Q: Carbon on thallium: how close does it settle, and what exactly is the model?

Carbon on a rigid three-layer bcc Tl(110) slab, one C atom per surface cell (sides 3.335 Å), computed with Ansatz 0.2.0 (PBEsol, plane-wave PAW, scalar-relativistic, no spin polarisation). Cutoff 420 eV, k mesh 9×9×1, Gaussian smearing 0.1 eV. Heights are taken from the top Tl plane; energies are extrapolated to zero smearing and count from the best place.

```
height (Å)  energy (eV)  force along normal (eV/Å)
     0.228        0.143                     -0.020
     0.478        0.079                      0.412
     0.778            0                     -0.013
     1.078        0.108                     -0.708
     1.478        0.552                     -1.399
     1.978        1.322                     -1.522
     2.778        2.366                     -1.004
     3.778        2.981                     -0.311
```

A: The model is a three-layer slab of body-centred cubic thallium (the form the metal takes when hot, not at room temperature), cut along its (110) face, with one carbon atom on every surface cell, so the carbon forms a complete layer and not a lone adatom. The energy is lowest at a height of 0.778 Å above the top plane of Tl atoms. There each C atom sits in a hollow, midway between two Tl atoms, with both bonds 2.08 Å long.

Q: How do I read the force beside the energy?

A: The force is the downhill slope of the energy. A negative sign means that carbon is pulled towards the metal, a positive one that it is pushed away. The two columns can be held against each other: adding up the force along the way from the best place to the highest row gives 2.93 eV, against 2.981 eV in the energy column. They agree within 2 %, which is good for steps this coarse.

Q: Pushing the carbon in by half an ångström costs hardly anything. I thought atoms resisted being squeezed more than being pulled apart.

A: A bond does resist squeezing more, but here height is not bond length. The two Tl neighbours stand to the sides of the carbon, and lowering it mostly turns the bonds towards the horizontal. From the best place down to the lowest row the carbon descends by 0.55 Å, yet its bonds shorten by only 0.14 Å.

The limiting cases show what this does to the force. With carbon level with the Tl plane, the two bonds point in opposite directions along the surface and have no grip on it along the normal. With carbon far above, the bonds stand almost upright and pass on nearly their whole force. Near the best place this can outweigh the bond's own resistance to squeezing and leave the well softer inwards than outwards. The table shows just that: over the first 0.3 Å the average stiffness is 1.4 eV/Å² inwards and 2.3 eV/Å² outwards.

Q: Can that be turned into a number I can check?

A: Call the height h, the side of the surface cell L and the bond length d. On this face, half the distance between the two Tl neighbours is L/√3, so

d = √(h² + L²/3)

For the energy, take a Morse curve, the standard simple form for a bond that stiffens when squeezed and lets go when stretched, and write it in the bond length:

E = D [1 − exp(−q(d − d₀))]²

Here d₀ = 2.077 Å is the bond length at the best place. The strength D = 3.22 eV, which counts both bonds together, and the steepness q = 1.50 Å⁻¹ were fitted to the energies at and above the best place. The two rows below it were kept out of the fit as a test.

Take the row at 0.478 Å, one of those two:

d = √(0.478² + 3.335²/3) = 1.984 Å
d − d₀ = 1.984 − 2.077 = −0.093 Å
E = 3.22 × [1 − exp(1.50 × 0.093)]² ≈ 0.07 eV

The calculation gives 0.079 eV. A Morse curve written in the height and fitted to the same rows predicts 0.24 eV here, three times too much, and 0.98 eV in the lowest row, where the computed value is 0.143 eV. Both curves have two adjustable constants, so the difference comes from the choice of coordinate. This supports the geometrical reading, although another cause that bends the curve in the same way would pass the same test. The complete comparison is in the output printed after this text.

Q: Then why is the pull strongest so far out, near 2 Å?

A: Two things compete. The force along the normal is the force of the stretched bonds times h/d, the share that points along the normal. The bond force is zero at the best place, grows as the bonds stretch, and dies away once they let go. The share h/d keeps growing with height, from 0.778/2.077 = 0.37 at the best place to 1.978/2.760 = 0.72 in the row with the strongest pull.

The bond force of the fitted curve peaks at a stretch of ln 2/q, a little under half an ångström. Because the upright share is still growing there, the peak of the normal force moves further out. The strongest pull in the table is 1.522 eV/Å, and the slope of the fitted curve gives 1.59 eV/Å at the same height. The peak of the computed curve may lie somewhat to either side of this row. The calculation also leaves out spin, which probably makes the outer pull too strong, so the peak could shift once spin is allowed.

Q: In the lowest row the force is practically zero again. Is that a second resting place?

A: More likely it is the top of a barrier. A force near zero, here −0.020 eV/Å, marks a crest as well as a well, so the surroundings must decide. The energy is 0.143 eV higher than at the best place, and one step further out the carbon is pushed away from the metal with 0.412 eV/Å. If the force goes on changing as it does between these two rows, carbon stands on a crest here.

This is also where the bond picture breaks down. It puts the crest exactly in the Tl plane and still expects an outward push of 0.32 eV/Å in the lowest row. Its energy is off by only 0.03 eV, but its slope is wrong. The computed curve flattens earlier than two bonds with a fixed stretching law allow. The picture leaves out the other Tl atoms, among them one in the second plane straight below the carbon, about 2.95 Å away in the lowest row. Whether they are the cause is untested.

For a process, the barrier of about 0.14 eV should not be taken as the cost of one carbon atom entering thallium. In this calculation the whole carbon layer goes down at once, the Tl atoms are held in place, and the straight way down leads onto a Tl atom of the second plane. In a larger cell with the metal free to move, the Tl atoms could make way for a single carbon atom, which could change the barrier.

Q: What would change on a metal whose surface atoms stand further apart?

A: Within the bond picture, compare the preferred bond length with half the distance between the two neighbours. Here they are 2.08 Å and 3.335/√3 = 1.93 Å. The bonds are slightly too long to lie flat, so the carbon rides above the plane, and the crest is the price of squeezing them flat.

Widen the gap while the preferred bond length stays the same, and the carbon sinks while the barrier shrinks. In the limit where the two lengths are equal, it rests in the plane and the barrier is gone. Narrow the gap instead, and the carbon rides higher over a taller barrier. Changing the metal also changes the strength of the bond, so this is a guide to the shape of the well and not to its depth.

Q: Last one: can I quote 2.981 eV as the binding energy?

A: No. In that row, at 3.778 Å, the carbon is still being pulled back with a fifth of the strongest force in the table. If the pull fades exponentially from there, roughly another 0.3 eV remains to be climbed.

The larger error has the opposite sign. A free carbon atom has two unpaired electrons, and a calculation without spin polarisation forces them to pair. That puts the free atom too high, by something like 1 eV, and the outer rows inherit part of this error as the carbon detaches. With spin switched on, the far end of the curve should come down and the pull there should weaken; how far in the change reaches is untested. The fitted strength D takes over the same fault. Spin–orbit coupling, which is strong in the outer p shell of thallium and is left out here, makes the absolute binding uncertain as well.

What holds best is the part near the metal: the resting height, which the small leftover force fixes to about a hundredth of an ångström for this rigid slab and these settings, and an inward side that is clearly softer than the outward one. Zero-point motion of the carbon along the normal would add roughly 13 meV at the best place, about a tenth of the barrier. The third decimals of the energies serve at most to compare neighbouring rows of this scan, and they are not accurate to that level for a real surface. The PAW datasets were made for PBE and not for PBEsol, and the program warned that the exchange–correlation potential is rough where the electron density is thin.

Output of the analysis:

```
fit of energy on 6 rows (height > 0.7): coefficient of (1 - exp(-s*(height - h0)))**2 3.778 +/- 0.061, s 0.75; rms 0.0539, worst 2.778 -0.0859, leave-one-out rms 0.171
  rows outside the fit (model, value, miss): 0.228 0.9849, 0.143, 0.842; 0.478 0.2405, 0.079, 0.162
fit of energy on 6 rows (height > 0.7): coefficient of (1 - exp(-s*(bond - d0)))**2 3.219 +/- 0.0072, s 1.503; rms 0.00747, worst 1.478 -0.0122, leave-one-out rms 0.0157
  rows outside the fit (model, value, miss): 0.228 0.1703, 0.143, 0.0273; 0.478 0.07205, 0.079, -0.00695
Two Morse forms and the slope of the bond form:
    row  C-Tl_A  E_height_form_eV  E_bond_form_eV  force_bond_form_eV_A
  0.228   1.939            0.9849          0.1703                0.3218
  0.478   1.984            0.2405         0.07205                0.4008
  0.778   2.077                 0               0                     0
  1.078   2.207            0.1534          0.1013               -0.6896
  1.478   2.427            0.6303          0.5398                -1.424
  1.978    2.76              1.33           1.327                -1.593
  2.778    3.38              2.28           2.375               -0.9635
  3.778    4.24             3.023           2.974               -0.3209
rms miss of the bond-form force, all rows but the lowest, eV/A: 0.03391
bond-form force less computed force in the lowest row, eV/A: 0.3418
shortening of the C-Tl bonds from best place to lowest row, A: 0.1378
height where the force changes sign near the barrier top, linear interpolation, A: 0.2396
work from best place to outermost row by trapezoids of the force, eV: 2.928
work from best place to lowest row by a parabola through three forces, eV: 0.1495
mean stiffness on the inner side of the best place, eV/A^2: 1.417
mean stiffness on the outer side of the best place, eV/A^2: 2.317
rough zero-point energy of C along the normal over a rigid slab, meV: 12.75
pull in the outermost row as percentage of the largest tabulated pull: 20.43
rough energy still to climb beyond the outermost row if the pull decays exponentially, eV: 0.2654
work function of C side less bare side at the best place, eV: 2.124
work function of C side less bare side in the lowest row, eV: 1.019
```
